# Squeezing and stretching cubic boron nitride

Cubic boron nitride is an abrasive for cutting steel, held together by strong bonds from each atom to four neighbours. Below, the same crystal is computed at twelve fixed volumes. Three rows carry most of the argument: those at 5.417, 5.953 and 6.505 Å³/atom.

Cubic BN (space group F-43m) at fixed volumes, computed with Ansatz 0.2.0: scalar-relativistic PBE, PAW, plane waves up to 420 eV, 12×12×12 k mesh, Gaussian smearing of 0.02 eV, no spin polarization or dispersion correction. Energies are relative to the elements' standard crystals or gases in the same functional; pressure is positive in compression.

| volume (Å³/atom) | shortest distance (Å) | energy over elements (eV/atom) | pressure (GPa) |
| --- | --- | --- | --- |
| 5.239 | 1.504 | -1.053 | 59.98 |
| 5.417 | 1.521 | -1.109 | 41.63 |
| 5.541 | 1.533 | -1.137 | 30.34 |
| 5.596 | 1.537 | -1.147 | 25.74 |
| 5.676 | 1.545 | -1.158 | 19.29 |
| 5.953 | 1.570 | -1.174 | -0.01 |
| 6.131 | 1.585 | -1.168 | -10.39 |
| 6.189 | 1.590 | -1.164 | -13.43 |
| 6.505 | 1.617 | -1.123 | -27.93 |
| 6.548 | 1.620 | -1.115 | -29.65 |
| 6.587 | 1.623 | -1.107 | -31.14 |
| 6.835 | 1.644 | -1.052 | -39.67 |

## 1. Which cell is at rest?

The cell at 5.953 Å³/atom has the lowest energy, and its pressure is practically zero. These are two signs of the same fact, because pressure is the downhill slope of energy with volume, $P=-dE/dV$. Smaller cells push outwards and have positive pressure. Larger cells pull inwards, so their negative pressure means that the crystal is under tension.

## 2. Which costs more, squeezing or stretching?

Squeezing costs more. The row at 5.417 is 9.0% below the rest volume, and the row at 6.505 is 9.3% above it. Yet the squeezed cell has gained about 25% more energy than the stretched one.

Standard bonding theory explains the difference. When atoms approach, their electron clouds overlap and the Pauli principle makes the repulsion rise steeply. When they separate, the attraction fades more gradually. The energy valley therefore has a steep wall on the compressed side and a gentler one on the other.

## 3. Why is the pressure more lopsided than the energy?

The same two rows have pressures of 41.63 and −27.93 GPa, a ratio of 1.5 in size. Near the minimum, the energy is a symmetric term in the square of the volume change plus a lopsided term in its cube. Taking the slope multiplies the first by two and the second by three. For equal volume changes either way, pressure thus shows the lopsidedness about one and a half times as strongly as energy does. Between these two rows the contrast is stronger still, an excess of 49% in pressure against about 25% in energy, mainly because the stretched one is strained slightly more, which raises its energy by a larger factor than its pressure.

## 4. How stiff is the crystal?

Stiffness against uniform squeezing is the bulk modulus, $B=-V\,dP/dV$. Near rest it is about 370 GPa, so one extra gigapascal shrinks the volume by roughly a quarter of a percent. It is not a fixed property of the material, however. Taken between neighbouring rows, it falls from about 550 GPa at the compressed end to 230 GPa at the stretched end.

## 5. Can one constant describe the whole curve?

A straight line in volume cannot. Held at zero pressure at the rest volume and fitted by least squares to all twelve pressures, it gives 43 GPa for the smallest cell, where the calculation gives 60 GPa. A better measure of strain is

$$f=\tfrac12\left[(V_0/V)^{2/3}-1\right],$$

where $V$ is the volume per atom and $V_0$ its value at rest. Because $f$ follows the inverse square of length, it grows faster on squeezing than on stretching.

Let the energy rise as the square of this strain, $E=\tfrac92 B_0V_0f^2$, with $B_0$ the bulk modulus at rest. Since $df/dV=-(1+2f)^{5/2}/(3V_0)$, the pressure is

$$P=3B_0f(1+2f)^{5/2}.$$

A least-squares fit to the same twelve pressures gives $B_0=369$ GPa. For the row at 5.417, $V_0/V=5.953/5.417=1.099$ and $f=0.0325$. Then

$$P=3\times369\times0.0325\times1.065^{5/2}\approx42\ \text{GPa},$$

close to the computed value, although this row was part of the fit.

The law is off by at most about 1 GPa, and the largest misses lie at the two ends. There it makes the curve slightly too lopsided. Its success shows that the strain measure suits this crystal; the cause of the repulsion has to come from bonding theory.

## 6. Which digits can be trusted?

Suppose the pressure is estimated from the printed energies at 6.548 and 6.587 Å³/atom. They differ by only 0.008 eV/atom, and rounding alone can shift that difference by 0.001. The slope gives −33 GPa, whereas the mean of the two printed pressures is −30 GPa. For closely spaced cells, the pressure column is the better guide.

Agreement with a real crystal is a different matter. PBE tends to make cell edges slightly too long, as a rule of thumb by up to about one percent, and the calculation leaves out zero-point and thermal motion. An edge error of 1% is a volume error of 3%, which, near rest, shifts the pressure at a given volume by about $0.03\times371\approx11$ GPa; here 371 GPa is the rest modulus from a fit with one further term in $f$. No run with a higher cutoff or a denser k mesh is shown either, so the last decimals may also depend on these settings. The decimals describe the computed curve, not the accuracy for a real crystal.

## 7. What if the reference or an element changed?

A different energy for the elements would move every entry in the energy column by the same amount. The heat of formation would change, but the rest volume and all pressures would stay as they are, because a constant has no slope.

Replacing nitrogen by phosphorus changes the curve itself. Cubic boron phosphide has the same network with longer, weaker bonds, so its rest volume is larger and its bulk modulus lower. It too should stiffen when squeezed and soften when stretched, since its atoms also repel more steeply than they attract.
